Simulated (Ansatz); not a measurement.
# Phonon-limited resistivity of Zr (computed with Ansatz 0.2.0)

Space group P6_3/mmc (No. 194), 2 atoms in the cell of the first input below: a = 3.192 Å, b = 3.192 Å, c = 5.092 Å, α = 90.00°, β = 90.00°, γ = 120.00°.

The cell was built from a prototype of a structure type listed for this element, relaxed without spin–orbit coupling to zero pressure (pressure 0.0 GPa with this functional, without spin–orbit coupling). Functional: PBEsol.

Input:

```yaml
crystal:
  lattice:
    - [3.1924807177, 0.0, 0.0]
    - [-1.5962403589, 2.7647694026, 0.0]
    - [0.0, 0.0, 5.0917411365]
  atoms:
    - { symbol: Zr, position: [0.3333333333, 0.6666666667, 0.75] }
    - { symbol: Zr, position: [0.6666666667, 0.3333333333, 0.25] }
basis:
  ecutwfc: 420
  ecutrho_ratio: 4
kpoints:
  mp_grid: { grid: [12, 12, 8] }
hamiltonian:
  xc: pbesol
scf:
  occupations: { method: methfessel_paxton, width: 0.2 }
output: {}
phonons:
  supercell: [2, 2, 2]
  qpath:
    path:
      - [[0.0, 0.0, 0.0], [0.5, 0.0, 0.0], [0.33333333, 0.33333333, 0.0], [0.0, 0.0, 0.0], [0.0, 0.0, 0.5], [0.5, 0.0, 0.5], [0.33333333, 0.33333333, 0.5], [0.0, 0.0, 0.5]]
      - [[0.5, 0.0, 0.5], [0.5, 0.0, 0.0]]
      - [[0.33333333, 0.33333333, 0.5], [0.33333333, 0.33333333, 0.0]]
    npoints: 6
  electrical_resistivity: { mesh: [24, 24, 16], temperatures: [50, 100, 200, 300, 500] }
  superconductivity: { mesh: [24, 24, 16], eliashberg_equations: false }
```

```bash
ansatz run input.yaml --threads 8 --pin off --max-ram 15360MiB --backend cpu --events-out ev --progress --plain --runs-dir out
```

Time: 89 s on 8 threads of AMD EPYC 7R43 64-Core Processor (Zen 3) (shared host), peak memory 4 GiB.

λ_tr,xx from the finest mesh down: 0.642, 0.650, 0.591. The next coarser mesh moves the resistivity at 300 K by 7 % along the axis that moves most.

The run gives λ_tr,xx = 0.642 and a Drude plasma energy ħω_p,xx = 4.08 eV.

Question: Estimate the resistivity along x at 300 K from the high-temperature formula.

Answer: ħ/τ = 2π λ_tr k_B T = 0.1043 eV and ρ = 1/(ε0 ω_p² τ) = 46.58 μΩ cm. The Boltzmann solution gives 43.22 μΩ cm, so the estimate is 8 % high.

```csv
T (K),ρ_xx (μΩ cm),ρ_zz (μΩ cm),"formula, xx","R_H, field along x (10⁻¹¹ m³/C)","R_H, field along z (10⁻¹¹ m³/C)"
50,2.82,2.58,7.76,-0.91*,62.4
100,11.63,10.21,15.53,-9.46,48.9
200,28.31,24.98,31.06,-12.3,45.7
300,43.22,38.45,46.58,-14.5,46.2
500,70.51,63.97,77.64,-20.4,48.4
```

A star marks Hall coefficients that aren't converged: the next coarser mesh moves them by over a fifth (field along x at 50 K: -0.91 against 3.65). The sign of R_H depends on the direction of the field, so it shows no single kind of carrier. At 300 K the next coarser mesh moves R_H by up to 3 %.

At 50 K the solution is 0.36 times the linear formula, and at 500 K 0.91 times. The formula is meant for temperatures above the phonon energies and for bands that vary little within k_B T.

Caveats: not converged in the fine mesh; small supercell, couplings not converged in it.

The resistivity falls well below the linear estimate on cooling because the phonons that scatter electrons through large angles freeze out, leaving long-wavelength modes that relax the current poorly. The ratio of solution to formula does not simply approach one on heating, however: it rises up to 300 K and slips back slightly at 500 K. Phonon freeze-out can't cause that last step. It probably reflects zirconium's d bands, whose velocities and density of states vary within the thermal window. These bands also explain why the metal conducts poorly despite only moderate coupling: d-derived carriers are slow, which keeps the Drude weight small.

Conduction is somewhat better along z at every temperature, but the margin is modest beside the mesh sensitivity, so its size is tentative. The opposite Hall signs suggest that electron-like and hole-like parts of the Fermi surface are weighted differently for the two field directions. Their weights can shift with temperature as scattering is redistributed, so a changing Hall coefficient doesn't imply a changing carrier density.
